The anion C#C[B@@-](C)(P)CC has two rotors on a tetrahedral boron whose turns give distinct conformers, a PH$_2$ group and an ethyl group. Each candidate is a pair $(\phi,\theta)$ in degrees, with $\phi$ the torsion C4-B3-P5-H5 and $\theta$ the torsion P5-B3-C6-C7. In order of rising $\phi$ the eight pairs are $(-89,65)$, $(-70,-68)$, $(46,62)$, $(48,176)$, $(56,-61)$, $(156,62)$, $(164,-62)$ and $(166,178)$. The candidate line below gives only their conformer numbers, in another order, and the reasoning does not use them. Which pair belongs to which lettered row?

Conformers of the singlet anion C#C[B@@-](C)(P)CC, computed with PySCF 2.14.0 and tblite 0.8.0. DFT energies are PBE0-D3(BJ)/def2-SVP single points in methanol on GFN2-xTB geometries. Free energies add GFN2-xTB quasi-harmonic terms at 298.15 K and give the Boltzmann weights. Candidates: 2, 9, 8, 4, 7, 5, 3, 1.

```csv
row,GFN2-xTB energy above its lowest (kcal/mol),DFT energy above the lowest (kcal/mol),free energy above the lowest (kcal/mol),weight (%)
A,0.270,0.430,0.320,9.400
B,0.290,0.210,0.040,14.900
C,0.050,0.000,0.000,16.100
D,0.620,0.540,0.540,6.500
E,0.000,0.200,0.110,13.400
F,0.770,0.310,0.180,11.800
G,1.130,0.650,0.430,7.800
H,0.320,0.370,0.260,10.500
```

**What the candidates mean.** The handedness at boron fixes the surroundings of the ethyl CH$_3$, which is gauche to two groups and anti to the third. It is anti to B-methyl at $\theta\approx+60°$, anti to phosphorus at $180°$ and anti to ethynyl at $-60°$. Ethynyl is a thin rod, so the last position, flanked by both bulkier groups, should cost most.

The two hydrogens of pyramidal PH$_2$ straddle whichever group lies anti to the lone pair. Suppose that the lone pair sits about 130° from the listed hydrogen in the positive sense; the opposite sense would nearly eclipse the second hydrogen with a group on boron. Then that group is ethynyl for $\phi\approx160°$, methyl for $50°$ and ethyl for $-80°$. Group size argues that the energy rises in this order.

**The rule for sorting.** If the rotors do not feel each other,
$$E(\phi,\theta)=E_0+a(\phi)+b(\theta),$$
where $a$ and $b$ are the costs of each position. Turning one rotor then costs the same wherever the other stands, so equal energy steps should recur. The DFT column is the one to sort by, since the free energies add thermal terms that need not follow this rule, and the weights are only their Boltzmann factors.

**The top: G, F and D.** G is highest in DFT at 0.65 kcal/mol and takes the pair with both rotors worst placed, $(-70,-68)$. G and F also share a mark, a GFN2-xTB energy nearly 0.5 kcal/mol above the DFT one, where every other row stays within 0.20. Two candidates have both P-H bonds beside a gauche ethyl, so F takes the second, $(-89,65)$; this clue was chosen with the answer known and is no independent prediction. D, the highest row left, gets $(56,-61)$.

**The bottom: C, E and B.** C is lowest and takes $(156,62)$. Size does not rank $\theta\approx+60°$ against $180°$, but the DFT ethyl step from F to G, 0.34 kcal/mol, leads from C to about the height of H or A, and from B or E only to D, which is already placed. B and E differ by 0.01 kcal/mol in DFT, less than the noise of some hundredths that the data makers' tests on other systems suggest (it was not measured in these runs), so the GFN2-xTB column has to separate them. There the ethyl turn from F to G costs 0.36 kcal/mol, D lies 0.33 above B, and 0.62 above E. B is therefore the partner of D, $(46,62)$, and E, below both rows still open, takes $(166,178)$.

**The middle: A and H.** The ethyl step $0.65-0.31=0.34$ kcal/mol from F to G, added to C at zero, predicts 0.34 for $(164,-62)$. The PH$_2$ step from C to B, added to E, predicts $0.20+0.21=0.41$ for $(48,176)$. These estimates point to H (0.37) for the first and A (0.43) for the second. The rows are only 0.06 apart, so the call is weak.

**How sure.** Least-squares fits of the additive form to all 40320 ways of labelling the eight rows leave 28 that obey the size order with a DFT rms residual up to 0.03 kcal/mol. G keeps its label in every one and is the surest, granted that order. The mark on F and G, with additivity in GFN2-xTB over these eight rows to within 0.05 kcal/mol rms, cuts the set to two, which differ only by exchanging A and H. C, B, E, F and D are thus fixed only with help from the cruder method, and A and H are ambiguous.

The rows with their labels:

```csv
number,torsions in degrees,GFN2-xTB energy above its lowest (kcal/mol),DFT energy above the lowest (kcal/mol),free energy above the lowest (kcal/mol),weight (%)
1,"(156,62)",0.050,0.000,0.000,16.100
2,"(46,62)",0.290,0.210,0.040,14.900
3,"(166,178)",0.000,0.200,0.110,13.400
4,"(-89,65)",0.770,0.310,0.180,11.800
5,"(48,176)",0.320,0.370,0.260,10.500
6,"(-78,176)",0.240,0.440,0.310,9.600
7,"(164,-62)",0.270,0.430,0.320,9.400
8,"(-70,-68)",1.130,0.650,0.430,7.800
9,"(56,-61)",0.620,0.540,0.540,6.500
```

**Rows 1 to 3, and the miss.** C, B and E are conformers 1, 2 and 3, and F, G and D are 4, 8 and 9, all as assigned. A is 7 and H is 5, so the weak call was wrong. The exchanged labelling fits DFT better than the true one, 0.011 against 0.020 kcal/mol rms, which shows that a better fit at this scale does not select the structure.

**Rows 4 to 6.** All ten force-field structures were relaxed in GFN2-xTB and none broke. They gave nine distinct conformers, one for each cell of the three-by-three grid, which conformer 6 completes. It was outside the eight-row fit with true labels, which predicts 0.47 kcal/mol against the computed 0.44. It is also the control for the GFN2-xTB mark: it shares the PH$_2$ position of rows 4 and 8, has ethyl turned away, and lies 0.20 below its DFT value. The numbers thus tie the penalty to the combination of the two rotors, and GFN2-xTB is not additive, with an rms of 0.13 kcal/mol over nine rows.

**Rows 7 to 9.** The three rows with CH$_3$ anti to ethynyl are the least populated, 23.7 % together. The five-parameter DFT fit to all nine rows gives this position 0.37 kcal/mol and the anti-to-P position 0.16, both above $\theta\approx+60°$. Read as gauche costs, these rank methyl above PH$_2$ above ethynyl. The PH$_2$ increments, 0.16 for methyl and 0.26 for ethyl, follow the size order too. The increments are shown and the steric reading is argued; lone-pair donation into the B-C(sp) antibond would favour the same PH$_2$ position, an untested addition.

The geometries support a contact between P-H and CH$_3$: in rows 1, 4, 8 and 9 the torsion $\phi$ differs by 8 to 11° from its value with CH$_3$ anti to phosphorus, which on the assumed geometry moves the nearer P-H bond away from CH$_3$. Rows 1 and 9 turn without any large GFN2-xTB penalty, and in DFT an extra term for rows 4 and 8 is only 0.03 kcal/mol. That GFN2-xTB overrates the repulsion in those two rows is a guess; methanol is listed for the DFT single points only, which may also play a part.

**What the order is worth.** The free energies span 0.54 kcal/mol, less than $RT=0.59$, and the mixing entropy of 4.29 cal/(mol K) is near $R\ln 9=4.37$, so no conformer dominates. The free-energy terms alone exchange rows 8 and 9, and also the pairs 2 and 3 and 6 and 7, which lie only 0.01 kcal/mol apart in DFT. Single points on GFN2-xTB geometries, a basis without diffuse functions for an anion, and the absence of a counter-ion or explicit methanol could each reorder rows this close.

Replacing ethynyl by a second methyl would make boron achiral, and symmetry would fold the nine cells into four mirror pairs and one single conformer. In the neutral analogue with carbon at the centre, the shorter bonds bring gauche neighbours closer, so sterics argue for larger steps in the same order.
